Question: Why does exact exchange open this gap in an almost straight line?

I have a positively charged AlCu2 cluster in its triplet state, calculated at one fixed geometry. The only thing I change is the share of PBE exchange that is replaced by exact exchange.

Ansatz 0.2.0, unrestricted Kohn–Sham calculations with the def2-TZVP basis for AlCu2 with charge +1 e and spin multiplicity 3, at a fixed PBE-D4/def2-TZVP geometry. The functional is PBE with the listed share of its exchange replaced by exact exchange. Homo and lumo are the highest filled and lowest empty levels over both spins; spin squared is in ħ².

```
exact exchange (%)  homo (eV)  lumo (eV)  homo lumo gap (eV)  spin squared
                 0     -9.778     -9.592               0.186       2.00500
                 5     -9.889     -9.376               0.513       2.00600
                10    -10.001     -9.160               0.841       2.00700
                15    -10.115     -8.945               1.170       2.00800
                25    -10.349     -8.516               1.833       2.01000
                35    -10.590     -8.088               2.502       2.01200
                50    -10.966     -7.455               3.511       2.01400
```

With pure PBE the homo and lumo nearly touch, yet at 50 % exact exchange they are several electronvolts apart. The atoms have not moved and the spin state looks the same throughout. Why does the gap grow so evenly, and why does the lumo move further than the homo? Does the tiny gap in the first row mean that the cluster can be excited at almost no cost?

Answer:

The gap opens because exact exchange distinguishes between filled and empty orbitals, whereas the PBE exchange potential hardly does. As you mix in more of it, filled levels sink and empty levels rise. Spin squared stays close to 2, the value for a pure triplet, and the levels move smoothly, so the rows can be read as one electronic state. That does not establish that this state is the lowest one at every share.

Start with the filled side, for which the hydrogen atom is a useful model. Its single electron has nothing to repel it, but the classical Coulomb term in the calculation lets the electron repel its own charge cloud. Exact exchange cancels this spurious repulsion completely, while PBE exchange cancels it only in part and leaves the filled level too high. The homo of your cluster sinks for the same reason: each added share of exact exchange removes some of the remaining self-repulsion.

The empty side needs a different argument. In your cluster, the PBE exchange potential is built from the density of all electrons of one spin, and it attracts any orbital of that spin, filled or not. Exact exchange gives an empty orbital no self-term, since there is no electron in it whose self-repulsion needs cancelling. The empty orbital therefore loses attraction as PBE exchange is replaced, and the lumo rises.

The near-straight line follows from the way the two kinds of exchange are mixed. Let a be the share of exact exchange as a fraction, K the exact exchange operator, v the PBE exchange potential, and h everything else that acts on an electron. The operator whose levels you are reading is

F(a) = h + (1 − a) v + a K

If the orbitals φ and the density are held fixed, the energy ε of a level is the average of F(a) over its orbital:

ε(a) = ε(0) + a ⟨φ|K − v|φ⟩

The bracket is then a constant, negative for the homo and positive for the lumo. Each level moves along a straight line, and so does the difference between them.

You can test the straightness by drawing the line through the gaps at 0 and 15 % and extending it to 50 %, a row that plays no part in setting the line:

slope = (1.170 − 0.186) / 15 = 0.0656 eV per %
gap at 50 % = 0.186 + 50 × 0.0656 = 3.47 eV

The calculated gap is 3.51 eV, so the line falls short by little more than 1 % of the whole opening. The gap looks somewhat straighter than the homo does, because both levels end up below their own lines and the two deviations partly cancel in the difference. With frozen orbitals there would be no bending at all, so the bending shows the orbitals and the density readjusting to the changed exchange. The reverse does not hold. A readjusting density also shifts each level in proportion to a, so a straight line does not prove that the slope of a level equals its bracket. If such a shift moves both valence levels the same way, it largely drops out of the gap, and the frozen picture would then describe the gap better than it describes either level. Testing that would take the brackets themselves, worked out with frozen orbitals, which were not calculated here. The program output below repeats only the straight-line comparison, for every row.

The two levels do not share the work equally: the lumo supplies about 64 % of the opening between 0 and 50 %. The argument above fixes the directions but not this ratio. Two things set it. One is the bracket, which depends on how closely the PBE potential imitates exact exchange in each particular orbital. The other is the readjustment of the density, which changes the electrostatic potential and can lift both valence levels together, slowing the homo and speeding the lumo while hardly changing the gap. Seen this way, the asymmetry is a common rise: the midpoint of homo and lumo moves up by 0.47 eV between 0 and 50 %. The table cannot separate the two contributions, so the larger share of the lumo should not be read as a larger bracket.

The deeper levels of the same calculations show how strongly the response differs from one orbital to the next. Below the two singly occupied levels lie ten closely spaced ones, which by their number and position are most likely the 3d shells of the two copper atoms. Between 0 and 10 % exact exchange, the highest of them in the spin-up set sinks by 72 meV per %, about three times as fast as the homo. This is what theory leads you to expect: a compact d orbital repels itself more strongly than a spread-out valence orbital, and PBE leaves more of that repulsion uncancelled. To guess how a level will respond, ask first whether it is filled or empty and then, if it is filled, how compact it is.

The tiny gap in the first row does not tell you what it costs to excite the cluster. Your homo is a spin-up level and your lumo a spin-down level, so the gap does not describe an excitation that keeps the spin. Moving the electron across it flips its spin and leads to a singlet state. The energy of that state has to come from total energies, which your table does not give, and it may lie close to the triplet at any share, however wide the gap. The two unpaired electrons fill two spin-up levels, and the two lowest empty spin-down levels are most likely their partners. On average the partners lie higher by a spin splitting, but the gap runs from the upper filled level to the lower empty one, so the spacing between the two levels within each spin has to be subtracted:

gap at 0 % = mean spin splitting − mean spacing = 0.897 − 0.711 = 0.186 eV

The near-contact in pure PBE is thus a small difference between two larger energies. At 10 % exact exchange the splitting has grown to 1.58 eV while the spacing has hardly changed, so nearly all of the growth in the splitting appears in the gap. This also means that the ratio of two gaps in your table tells you little, because the first one happens to lie near zero. The change in electronvolts is the quantity to compare.

It would still be wrong to put the whole trend down to the splitting between the spins. The gap between the homo and the lowest empty level of the same spin opens as well, from 1.49 eV at 0 % to 2.06 eV at 10 %. That empty level rises although its orbital has no electron of either spin in it, if the levels are paired as above. What the two gaps have in common is a filled level below and an empty one above, and this is the distinction on which exact exchange acts.

A wider gap is not by itself a better one. To choose a share for this cluster, compare the homo with the energy needed to remove an electron, taken as a difference of total energies at the same share. The share at which minus the homo energy equals that cost is the consistent choice by this criterion.

Printed output of the fit:

```
Step slopes in meV per % and line through 0 and 15 % less value in eV:
  row  HOMO slope  LUMO slope  gap slope  HOMO miss   LUMO miss  gap miss
    0         n/a         n/a        n/a          0           0         0
    5       -22.2        43.2       65.4  -0.001333  -0.0003333     0.001
   10       -22.4        43.2       65.6  -0.001667  -0.0006667     0.001
   15       -22.8          43       65.8          0           0         0
   25       -23.4        42.9       66.3   0.009333    0.002333    -0.007
   35       -24.1        42.8       66.9    0.02567    0.005667     -0.02
   50      -25.07        42.2      67.27    0.06467     0.01967    -0.045
HOMO change from 0 to 50 % (eV): -1.188
LUMO change from 0 to 50 % (eV): 2.137
Gap change from 0 to 50 % (eV): 3.325
Part of the gap opening due to the LUMO (%): 64.27
Mean gap slope from 0 to 50 % (meV per %): 66.5
Shift of the midpoint of HOMO and LUMO from 0 to 50 % (eV): 0.4745
Mean spin splitting of the two open shells at 0 % (eV): 0.8969
Mean spin splitting of the two open shells at 10 % (eV): 1.576
Mean spacing within each spin pair at 0 % (eV): 0.7109
Mean spacing within each spin pair at 10 % (eV): 0.7354
HOMO slope from 0 to 10 % (meV per %): -22.3
LUMO slope from 0 to 10 % (meV per %): 43.2
Lowest empty spin-up level slope from 0 to 10 % (meV per %): 34.42
Highest d-like spin-up level slope from 0 to 10 % (meV per %): -71.81
Same-spin spin-up gap at 0 % (eV): 1.488
Same-spin spin-up gap at 10 % (eV): 2.055
```
